**Ethane in place of methylamine: how much attraction is left?**

Methylamine and chlorosilane attract each other strongly for two closed-shell molecules. Ethane is similar in size to methylamine but has no lone pair. If it takes the amine's place beside chlorosilane, does most of the attraction survive? Silane with fluoroform raises a related question, because neither of those molecules is a good electron donor.

Pairs of neutral closed-shell molecules in the gas phase, each molecule frozen, computed with PySCF 2.14.0 at the PBE0/def2-SVPD level. Interaction energies are counterpoise-corrected and exclude the D3(BJ) dispersion correction, which is listed separately. Electrons to the second fragment come from Hirshfeld charges and are positive when that fragment gains electrons.

| system | geometry level | atoms in first fragment | interaction energy (kcal/mol) | dispersion correction (kcal/mol) | electrons to second fragment (e) | electrons displaced (e) |
| --- | --- | --- | --- | --- | --- | --- |
| C=C.F[Al](F)F | not relaxed | 6 | -19.780 | -1.820 | 0.113 | 0.317 |
| CN.[SiH3]Cl | GFN2-xTB | 7 | -8.800 | -1.870 | 0.073 | 0.195 |
| [SiH3]N.[SiH3]F | GFN2-xTB | 7 | -1.200 | -1.450 | -0.003 | 0.046 |
| C=C.FCF | GFN2-xTB | 6 | -0.730 | -0.930 | 0.006 | 0.040 |
| F.C[SiH3] | GFN2-xTB | 2 | -0.460 | -0.680 | -0.015 | 0.076 |
| CC.[SiH3]Cl | GFN2-xTB | 8 | ? | ? | ? | ? |
| [SiH4].FC(F)F | GFN2-xTB | 5 | ? | ? | ? | ? |
| Br.[SiH4] | not relaxed | 2 | 0.200 | -1.000 | -0.002 | 0.028 |
| [AsH3].C1CC1 | GFN2-xTB | 4 | 0.390 | -1.610 | -0.003 | 0.021 |
| FF.[GeH4] | GFN2-xTB | 2 | 1.270 | -0.580 | 0.006 | 0.017 |

The interaction energy is that of the hybrid functional alone, and the dispersion correction has to be added to it. Negative values mean attraction. "Electrons displaced" measures how much density moves when the fragments meet, including movement inside one fragment. "Electrons to second fragment" counts only the net passage from one to the other.

**Two limiting cases**

In the first limit, a donor reaches an acceptor. In methylamine–chlorosilane the nitrogen lies much closer to silicon than two molecules that merely touch would allow, and almost opposite the chlorine. Standard bonding theory describes this as donation from the lone pair into the Si–Cl antibonding orbital, helped by electrostatic attraction. The density agrees with this picture: 0.073 e passes to chlorosilane, where the chlorine and the hydrogens gain electrons while silicon does not.

Ethene with aluminium fluoride belongs to the same limit, with a π bond as the donor. Its −19.8 kcal/mol is not a dissociation energy, however. The geometry is unrelaxed, the fluoride is already bent, and the cost of bending it is left out.

In the second limit little charge passes between the molecules. Weak electrostatic attraction and the repulsion of filled shells then nearly cancel, and the functional alone gives between −1.2 and +1.3 kcal/mol for the six known pairs of this kind. With dispersion added, all of them attract except fluorine with germane. There the semi-empirical geometry puts a fluorine atom only about 3.0 Å from germanium, closer than molecules that merely touch, yet hardly any charge is donated. The repulsion belongs to this tight geometry, and the pair would probably attract weakly at a larger distance. Owning a lone pair is not enough to leave this group: aminosilane has one, but here it meets fluorosilane through an N–H···F contact. Only one arrangement of each pair was computed, so aminosilane might bind more strongly with its nitrogen facing silicon.

**Forecast**

Ethane has neither a lone pair nor a π bond, and silane and fluoroform are poor partners for donation. I therefore place both hidden pairs in the second limit, without knowing their geometries. For the functional energy and the displaced electrons, the forecast is the mean of the six known weak pairs.

Dispersion should depend on how easily the molecules are polarised. For molecules with similar ionisation energies, London's law makes it proportional to $\alpha_1\alpha_2/R^6$, where $\alpha_1$ and $\alpha_2$ are the polarisabilities and $R$ is the distance between the molecules. At fixed $R$ the attraction follows the full product. If $R^3$ grew in proportion to the polarisability, the dependence on size would cancel. Real molecules lie between these limits, so I take the square root as a compromise:

$$E_\mathrm{disp}\approx -c\sqrt{\alpha_1\alpha_2}.$$

A least-squares fit to the six known weak pairs gives $c=0.27$ kcal/mol per Å$^3$. The polarisabilities are rough recalled values, some of them estimated by analogy. For ethane and chlorosilane I use 4.4 and 6.8 Å$^3$. The root of their product is about 5.5 Å$^3$, which gives −1.5 kcal/mol for a pair that took no part in the fit.

The forecasts are:

- **Ethane–chlorosilane:** functional energy −0.1 ± 1.0, dispersion −1.5 ± 0.3 and sum −1.6 ± 1.0 kcal/mol; displaced electrons 0.04 ± 0.03 e.
- **Silane–fluoroform:** functional energy −0.1 ± 1.0, dispersion −1.0 ± 0.3 and sum −1.1 ± 1.0 kcal/mol; displaced electrons 0.04 ± 0.03 e.

Not all of these are blind. The rows are sorted by interaction energy, so their order already places both hidden values between −0.46 and +0.20 kcal/mol. The sum is partly given away as well. Dispersion and displaced electrons are the real tests.

The withheld rows as computed:

| system | geometry level | atoms in first fragment | interaction energy (kcal/mol) | dispersion correction (kcal/mol) | electrons to second fragment (e) | electrons displaced (e) |
| --- | --- | --- | --- | --- | --- | --- |
| CC.[SiH3]Cl | GFN2-xTB | 8 | -0.260 | -1.140 | 0.002 | 0.017 |
| [SiH4].FC(F)F | GFN2-xTB | 5 | 0.030 | -0.790 | 0.003 | 0.028 |

**What came out**

Both pairs belong to the weak group. Their displaced electrons, 0.017 and 0.028 e, fall within the forecast range, though that range is wide. The functional energies and the sums also agree, which counts for less because of the row order. For silane–fluoroform the functional alone gives practically zero, and the dispersion correction supplies the attraction.

The dispersion forecast has one hit and one miss. Silane–fluoroform comes out at −0.79 kcal/mol, inside its range. Ethane–chlorosilane comes out at −1.14 kcal/mol, weaker than the forecast by 0.35 and therefore just outside the stated ±0.3. The error bar was too narrow for a rule that knows the size of the molecules but not how they lie against each other.

A comparison shows what the rule leaves out. It expects nearly the same dispersion for chlorosilane with methylamine as with ethane, about −1.4 and −1.5 kcal/mol. The calculation gives −1.87 for the amine, stronger than expected, and a weaker value for ethane. Donation and electrostatic attraction draw the amine close, and the dispersion correction grows as molecules approach, although it is damped at short range. Ethane lacks this pull, which can explain the difference between the two pairs. It does not explain the miss itself, because the fitted pairs lack donation too. The likely reason is a looser contact. Ethane and chlorosilane meet through hydrogen atoms about 3.0 Å apart, and the electron density between them is lower than at the closest contact of any fitted pair. Silane–fluoroform is also looser than the fitted pairs, though less so, and its dispersion was overestimated too. Errors in the rough polarisabilities may add to the miss.

**What the replacement removes**

With chlorosilane kept as the partner, going from methylamine to ethane costs 8.54 kcal/mol of functional energy but only 0.73 kcal/mol of dispersion. More than nine tenths of the lost attraction therefore lies in the part that the functional describes without the correction. The displaced electrons fall at the same time from 0.195 to 0.017 e. Removing the lone pair removes most of the binding and most of the density response together.

This does not make 8.54 kcal/mol the energy of charge transfer. The amine also brings a more negative atom towards silicon, and the two pairs have different geometries. Electrostatics, donation and repulsion all change at once, and the total does not separate them. Because the molecules are frozen, the cost of flattening chlorosilane to receive the amine is also left out.

Displaced electrons are not a measure of binding by themselves either. Hydrogen fluoride with methylsilane displaces 0.076 e, the most of any weak pair, yet the functional gives only −0.46 kcal/mol. Just 0.015 e passes between the molecules, so much of the movement is polarisation inside them. Most of the geometries are semi-empirical, including that of methylamine–chlorosilane, and that of hydrogen bromide with silane, which also entered the fits, is not relaxed at all. Differences of a few tenths of a kcal/mol among the weak pairs may reflect this, and their exact order should not be trusted.

For a neighbouring pair, the first thing to ask is whether a good donor, such as an amine nitrogen or a π bond, actually reaches an open acceptor site. If it does, the functional energy can amount to many kcal/mol. If it does not, and no strong hydrogen bond forms either, that energy is likely to be small, and dispersion can decide whether the molecules attract.

Silane, germane and arsine serve as precursors for semiconductor films, and fluoroform is used in etching. An attraction of about 1 kcal/mol between such molecules gives only fleeting pairs in a gas at room temperature. It says little about how they react at a surface, where barriers and new bonds decide.
